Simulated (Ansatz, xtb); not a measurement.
# Strength of the N–Ga bond: GaH3(NH3) → GaH3 + NH3

Species: GaH3(NH3), singlet; GaH3 `[GaH3]`, singlet; NH3 (ammonia) `N`, singlet. 

Shapes, held fixed at every level: PBE0-D4/def2-TZVP. Programs: Ansatz 0.2.0, xtb 6.7.1. The zero-point and thermal change to 298 K, harmonic and unscaled (PBE0-D4/def2-TZVP), is -10.2 kJ/mol.

```json
{"level": "GFN0-xTB", "kind": "semi-empirical", "ΔH(298 K) (kJ/mol)": "+47.5", "less CCSD(T)/def2-TZVPP": "-46.0", "CPU time (sum over the molecules)": "0.11 s"}
{"level": "HF/def2-TZVPP", "kind": "Hartree–Fock", "ΔH(298 K) (kJ/mol)": "+71.2", "less CCSD(T)/def2-TZVPP": "-22.3", "CPU time (sum over the molecules)": "–"}
{"level": "PBE-D4/def2-TZVPP", "kind": "GGA", "ΔH(298 K) (kJ/mol)": "+90.9", "less CCSD(T)/def2-TZVPP": "-2.6", "CPU time (sum over the molecules)": "5.8 s"}
{"level": "wB97X-V/def2-TZVPP", "kind": "range-separated hybrid", "ΔH(298 K) (kJ/mol)": "+90.9", "less CCSD(T)/def2-TZVPP": "-2.6", "CPU time (sum over the molecules)": "18 s"}
{"level": "B2PLYP/def2-TZVPP", "kind": "double hybrid", "ΔH(298 K) (kJ/mol)": "+84.3", "less CCSD(T)/def2-TZVPP": "-9.2", "CPU time (sum over the molecules)": "9.4 s"}
{"level": "MP2/def2-SVP", "kind": "perturbation theory", "ΔH(298 K) (kJ/mol)": "+109.3", "less CCSD(T)/def2-TZVPP": "+15.8", "CPU time (sum over the molecules)": "–"}
{"level": "CCSD(T)/def2-SVP", "kind": "coupled cluster or CI", "ΔH(298 K) (kJ/mol)": "+107.0", "less CCSD(T)/def2-TZVPP": "+13.5", "CPU time (sum over the molecules)": "4.8 s"}
{"level": "CCSD(T)/def2-TZVPP", "kind": "coupled cluster or CI", "ΔH(298 K) (kJ/mol)": "+93.5", "less CCSD(T)/def2-TZVPP": "0.0", "CPU time (sum over the molecules)": "50 s"}
```

The highest level, CCSD(T)/def2-TZVPP, gives ΔH(298 K) = +93.5 kJ/mol; the levels span +47.5 to +109.3. A fragment pairs its electrons up again, so this isn't a typical strength of such a bond. The column of differences is taken from that level and isn't an error. No measured value is set beside it here. Relativity is left out for Ga unless named. Correlated rows may include outer-core shells of Ga, which these sets cover unevenly. Times are processor times on shared x86 and Arm servers, and rough.

Breaking the N–Ga bond is clearly endothermic, as expected for a dative bond in which the ammonia lone pair donates into the vacant, largely 4p acceptor orbital of gallane. Both electrons return to nitrogen on dissociation, while GaH3 regains its preferred planar shape, which offsets part of the cost of losing the interaction.

Hartree–Fock gives only +71.2 kJ/mol because it lacks the correlation that strengthens donor–acceptor binding, including dispersion. The basis set matters as well: CCSD(T) falls from +107.0 to +93.5 kJ/mol on going from def2-SVP to def2-TZVPP, probably in large part because basis-set superposition artificially stabilises the adduct in the smaller set. The closeness of MP2 and CCSD(T) in def2-SVP therefore suggests a modest effect of higher-order correlation, not a converged bond strength. PBE-D4 and wB97X-V give the same value, so this reaction offers no evidence that range-separated exchange is needed. The enthalpy alone doesn't settle whether the adduct persists in the gas phase, since dissociation is favoured by entropy.
